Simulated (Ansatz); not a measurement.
# A series in volume scale on LaAs

Results calculated with Ansatz 0.2.0, not measured. Free energy against uniform scaling of the volume at fixed shape and fractions; periodic cell, basis, potentials, k mesh and filling as listed.

The cell before it is scaled or strained (space group Fm-3m, No. 225):
```
cell vectors (Å)
   0.0000     3.0755     3.0755
   3.0755     0.0000     3.0755
   3.0755     3.0755     0.0000
atoms (fractions of the cell vectors)
La  0.50000  0.50000  0.50000
As  0.00000  0.00000  0.00000
```

Settings of every row: functional r2SCAN; dispersion none; potentials PAW; wave cutoff 500 eV; density cutoff 2000 eV; k mesh 8x8x8; k shift 0x0x0; occupations fermi dirac; smearing width 0.15 eV; spin none.

Limits: coarse k mesh, up to 40 meV an atom off.

```csv
row,volume scale,V (Å³/atom),energy above lowest point (meV/atom)
1,0.9,26.181,?
2,0.925,26.908,71.6
3,0.95,27.636,38.3
4,0.975,28.363,16.1
5,1,29.09,3.7
6,1.025,29.817,0
7,1.05,30.545,4
8,1.075,31.272,14.7
9,1.1,31.999,31.4
```

Question: what energy above lowest point should row 1 give?

Worked fit of energy above lowest point. Take u = (V_r/V)^(2/3) − 1 with V_r = 29.453 Å³ an atom, which is twice the finite (Eulerian) strain; such expansions in the strain, on which the Birch-Murnaghan equation of state is built, carry the rest volume and the bulk modulus. The shown rows have u = 0.0621, 0.04336, 0.02546, 0.0083, -0.00816, -0.02398, -0.03916, -0.05377. Least squares give energy above lowest point = 0.86 + 224 × u + 14738 × u² meV/atom; a straight line predicts inner rows, each left out in turn, worse (root mean square 16 against 0.032 meV/atom). All shown rows lie on it to the printed digit. Its lowest point lies at u = -0.0076, or V = 29.79 Å³ an atom, and the curvature there gives the bulk modulus at fixed shape and fractions, B = (4/9)(1 + u)² E″(u)/V = 69.4 GPa. The withheld row has u = 0.08167, so the fit gives 0.86 + 224 × (0.08167) + 14738 × (0.08167)² = 117.5 meV/atom.

The calculation gave 117.4 meV/atom. The fit lies 0.1 meV/atom (0.085 % of the column's range) above it, one unit of the last digit. This row lies beyond the range of the fit.
